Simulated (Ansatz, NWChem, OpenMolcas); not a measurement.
**A ladder of methods for C2F4 (tetrafluoroethylene)**

C2F4: 6 atoms, total charge 0, spin state singlet. As SMILES, `FC(F)=C(F)F`. The shape is that of a PBE0-D4/def2-TZVP optimisation.

Quantity: the vertical ionisation energy (to the doublet cation), in eV. The values are calculated.

```json
{"level": "HF/6-31G* (spherical functions)", "kind": "Hartree–Fock", "program": "Ansatz", "value (eV)": "9.58", "CPU time (all runs)": "5.5 s"}
{"level": "PBE/6-31G* (spherical functions)", "kind": "GGA", "program": "NWChem", "value (eV)": "9.44", "CPU time (all runs)": "51 s"}
{"level": "M06-L/6-31G* (spherical functions)", "kind": "meta-GGA", "program": "NWChem", "value (eV)": "9.74", "CPU time (all runs)": "61 s"}
{"level": "B3LYP/6-31G* (spherical functions)", "kind": "global hybrid", "program": "NWChem", "value (eV)": "9.87", "CPU time (all runs)": "64 s"}
{"level": "r2SCAN0/6-31G* (spherical functions)", "kind": "hybrid meta-GGA", "program": "Ansatz", "value (eV)": "10.00", "CPU time (all runs)": "35 s"}
{"level": "B3LYP/6-31G* (Cartesian functions)", "kind": "global hybrid", "program": "OpenMolcas", "value (eV)": "9.87", "CPU time (all runs)": "57 s"}
{"level": "HSE06/6-31G* (spherical functions)", "kind": "range-separated hybrid", "program": "Ansatz", "value (eV)": "9.88", "CPU time (all runs)": "18 s"}
{"level": "PBE-QIDH/6-31G* (spherical functions)", "kind": "double hybrid", "program": "Ansatz", "value (eV)": "10.11", "CPU time (all runs)": "24 s"}
{"level": "RPA@PBE/6-31G* (spherical functions)", "kind": "RPA", "program": "Ansatz", "value (eV)": "9.80", "CPU time (all runs)": "23 s"}
{"level": "MP2/6-31G* (spherical functions)", "kind": "perturbation theory", "program": "NWChem", "value (eV)": "9.91", "CPU time (all runs)": "31 s"}
```

The values span 9.44 to 10.11 eV. Times are those of the runs behind each value, whatever else they computed, on shared processors of several kinds: orders of magnitude only.

The electron most easily removed from C2F4 comes from the C=C π orbital, which has antibonding admixture from the fluorine lone pairs. This π donation pushes the level up and largely offsets the inductive pull of fluorine, so the ionisation energy stays close to that of ethylene despite four very electronegative substituents.

PBE gives the lowest value, 9.44 eV, and PBE-QIDH the highest, 10.11 eV, but the values do not simply rise with the share of exact exchange: Hartree–Fock, at 9.58 eV, lies below every hybrid. MP2 raises it to 9.91 eV, probably because the neutral molecule has more correlation energy to gain than the cation, which has lost one partner of the π pair.

Even the highest value falls short of the measured vertical ionisation energy, and the small basis shared by all the levels is a likely cause. The closeness of MP2 to B3LYP and HSE06 is therefore no sign of convergence to the true value, and the ordering does not rank the methods by accuracy.
